A crystal of cadmium sulfide is squeezed evenly from all sides. Each cubic ångström now holds more electrons that can respond to an electric field, but each of them may also be held more tightly. Which effect wins decides whether the dielectric constant, and with it the refractive index, goes up or down. The cells below are all zincblende CdS and differ only in volume; the results for the two smallest are to be forecast.

GPAW 26.7.0, LDA with PAW data sets (gpaw-data 1.2.1) and a 400 eV plane-wave cutoff, for zincblende CdS at seven volumes. Dielectric xx is the clamped-ion value in the random-phase approximation with local fields, using 29 bands and an 80 eV response cutoff. The k mesh is 6×6×6 for the ground state and 20×20×20 for the response.

```
volume (Å³/atom)  shortest distance (Å)  dielectric xx
          23.319                  2.474              ?
          23.815                  2.492              ?
          24.311                  2.509          6.426
          24.808                  2.526          6.479
          25.304                  2.542          6.541
          25.800                  2.559          6.612
          26.296                  2.575          6.692
```

The values describe the response of the electrons alone, with the ions held still. They come from the random-phase approximation on LDA states, with local fields included. The response was computed on a denser k mesh than the ground state. Cubic symmetry makes the three directions equal, so each row holds one result, called ε here.

**What the known cells show**

From 24.311 to 26.296 Å³ per atom, ε rises by 0.27. Spreading the same electrons over more space, with no change in how easily each responds, would have lowered it by 0.41. The response per atom must therefore grow faster than the volume, and it does: by 13%, against 8% for the volume. Stretching makes the electrons softer, and this outweighs their dilution.

**Why stretched bonds respond more**

A field polarises a crystal by mixing a little of the empty states into the filled ones. The less energy this costs, the larger the response. In CdS the upper filled states belong mostly to sulfur, and the lowest empty ones have much cadmium character. When the atoms move apart, their orbitals overlap less, filled and empty states repel each other less, and the energy between them shrinks. This is the standard picture of a partly ionic bond; the present results do not split the response into separate transitions to test it.

The fundamental gap does narrow on stretching, but it is a poor measure of the whole effect. It falls by 19% between the smallest and the largest known cell. If the response per atom followed the inverse square of this gap, it would rise by about 51% instead of 13%. The gap marks only the cheapest transition, at the edge of the bands, whereas ε collects transitions from all the filled states, most of which cost far more and seem to change less in proportion.

**A one-energy model**

All these transitions can be replaced by a single average excitation energy E. For an electron on a spring, the response goes as the inverse square of the excitation energy, so with V as the volume per atom

ε − 1 ∝ 1 / (V × E²).

The factor 1/V is the dilution and 1/E² is the softness. The two balance when E falls by half a percent for each percent of added volume. If E falls faster than that, stretching raises ε and squeezing lowers it.

Read from ε in this way, E falls by 6% over the known cells, well above the 4% or so needed for balance. Since E is obtained from ε itself, this restates the result in a useful form and does not prove the cause. A simple scaling argument gives a similar size: if E behaves like a kinetic energy, it goes as the inverse square of the bond length and should fall by 5%.

**The forecast**

The known steps in ε grow with volume, from 0.053 to 0.080, so a constant slope will not do. I therefore let E vary with volume along a slightly curved line, fitted to the five known cells. With x as the fractional change of volume from the cell at 24.808 Å³ per atom, and E₀ as the energy there, the fit is

E/E₀ = 1 − 0.762x − 0.370x².

For the smallest cell, x = 23.319/24.808 − 1 = −0.060, which gives E/E₀ = 1.0444. The electron density is higher by the factor 24.808/23.319 = 1.064, but the energy cost enters squared, as 1.091. Starting from ε − 1 = 5.479 in the reference cell,

ε − 1 = 5.479 × 1.064 / 1.091 = 5.34.

The tighter hold on the electrons wins over their higher density.

The forecasts are about 6.38 ± 0.01 at 23.815 and 6.34 ± 0.02 at 23.319 Å³ per atom. On squeezing, ε should keep falling in shrinking steps, with no minimum yet. Each half-width is the distance between this forecast and one in which E follows a straight line. It is a judgement of how much the bend matters, not a statistical confidence limit, and it covers only the extrapolation within this calculation.

The withheld rows as computed:

```
volume (Å³/atom)  shortest distance (Å)  dielectric xx
          23.319                  2.474          6.344
          23.815                  2.492          6.381
```

**How the forecast fared**

Both computed values, 6.381 and 6.344, agree with the curved model to within 0.001. The fall continues, the steps shrink to 0.045 and then 0.037, and no minimum appears. The stated ranges were much wider than needed. The response changes smoothly over these few percent of volume, so two terms are enough.

The simpler versions show what the bend is worth. The straight line for E gives values that are too low by 0.011 and 0.021. It carries the faster change of the stretched cells over to the squeezed ones, and so makes the electrons stiffen too quickly. The bond-length rule, anchored at 24.808 Å³ per atom, is too high by 0.02 in both withheld cells and too low by 0.11 in the largest one. It gets the direction right but not the growth of the steps: its own steps shrink slightly on stretching.

One possible source of the bend is the band edge. As the gap narrows, the cheapest transitions gain weight in the sum, and each further stretch counts for more; on squeezing, their share fades. The direction fits, but a good forecast cannot confirm this reading, because any smooth cause with the same curvature would have served as well. A breakdown of ε by transition energy would test it, but at three volumes or more, since two give a slope and no bend.

**What to do with this**

Quote the volume with every computed dielectric constant. Over the full table, ε changes by 6.692 − 6.344 = 0.35, so two calculations of the same crystal can differ visibly just because they use different lattice constants. The choice is a real one here: of the seven cells, the one at 23.815 Å³ per atom has the lowest total energy, so LDA itself prefers a smaller volume than that of the reference cell.

Use a local slope, not one slope for the whole range. The step for the same added volume more than doubles from the squeezed to the stretched end. Around 24.808 Å³ per atom, 2% more volume raises ε by about 0.06. For light well below the absorption edge, but above the lattice vibrations in frequency, the refractive index is close to the square root of ε, so it rises by about 0.06/(2 × 2.5) = 0.012. This holds for an even expansion; a film stretched only in its plane is no longer cubic and needs its own calculation.

Treat the absolute values with caution. The runs themselves record no warnings, but the notes supplied with the data caution that the optical matrix elements may be incomplete. That caution comes from the data makers' tests on other systems, so the size of any such error here is unknown. Nor does any test show that ε has settled with respect to the k mesh, the number of bands or the response cutoff. Such errors may partly cancel between neighbouring volumes, but this is not assured.

LDA adds a bias of its own. It gives a gap of 0.84 eV at 24.808 Å³ per atom, far below the measured one. Transitions that are too cheap tend to make ε too large, and they may exaggerate both its rise with volume and the bend. The random-phase approximation is expected to err the other way: it omits the attraction between an excited electron and the hole left behind, which would raise ε. Mending the gap alone can therefore make ε too small. Before the slope enters a design, repeat two or three volumes with a method that gives a realistic gap and includes this attraction.

In other crystals the same two effects compete, but the winner may differ. In a strongly ionic one such as sodium chloride, where the electrons sit tightly on separate ions, dilution is expected to win, so that stretching lowers ε. The gap alone cannot settle the matter, because, as CdS shows, it can move much more than the average excitation energy. Compute ε itself at two volumes or more. The output below gives the fits and the misses row by row.

The analysis program printed:

```
fit of G on 5 rows: constant 1 +/- 1.2e-05, coefficient of x -0.7621 +/- 0.00064, coefficient of x2 -0.3698 +/- 0.014; rms 1.3e-05, worst 24.808 -1.87e-05, leave-one-out rms 5.4e-05
  rows outside the fit (model, value, miss): 23.319 1.044, 1.044, 1.2e-05; 23.815 1.03, 1.03, 6.61e-06
fit of G on 5 rows: constant 0.9998 +/- 0.00018, coefficient of x -0.7769 +/- 0.0051; rms 0.000248, worst 24.311 0.000305, leave-one-out rms 0.000515
  rows outside the fit (model, value, miss): 23.319 1.046, 1.044, 0.00208; 23.815 1.031, 1.03, 0.00104
Dielectric constant forecast and computed:
     row  step from row above  curved forecast  half-width  computed  curved miss  straight forecast  straight miss  bond rule  bond rule miss
  23.319                  n/a            6.344     0.02113     6.344   -0.0001227              6.323       -0.02125      6.367         0.02311
  23.815                0.037            6.381      0.0108     6.381   -6.904e-05               6.37       -0.01087      6.405          0.0239
  24.311                0.045            6.426    0.003163     6.426   -9.889e-05              6.423      -0.003262      6.442         0.01616
  24.808                0.053            6.479    0.001626     6.479    0.0002053              6.481       0.001832      6.479               0
  25.304                0.062            6.541    0.003332     6.541   -7.196e-06              6.544       0.003325      6.515        -0.02573
    25.8                0.071            6.612    0.001712     6.612   -0.0002074              6.614       0.001505      6.551        -0.06092
  26.296                 0.08            6.692    0.003535     6.692    0.0001083              6.689      -0.003426      6.586         -0.1056
Volume rise from 24.311 to 26.296 in percent: 8.165
Dielectric constant rise over the same range: 0.266
Change that dilution alone would give over the same range: -0.4096
Rise of response per atom over the same range in percent: 13.47
Fall of average excitation energy over the same range in percent: 6.122
Fall of that energy by the bond rule in percent: 5.098
Fall of direct gap over the same range in percent: 18.75
Rise of response per atom if it followed the inverse square of the direct gap in percent: 51.46
Lowering of dielectric constant by local fields at 24.311: 0.6653
Lowering of dielectric constant by local fields at 26.296: 0.6799
Dielectric constant rise without local fields over the same range: 0.2806
Typical miss of curved model on known rows: 0.0001461
Typical miss of straight model on known rows: 0.002795
```
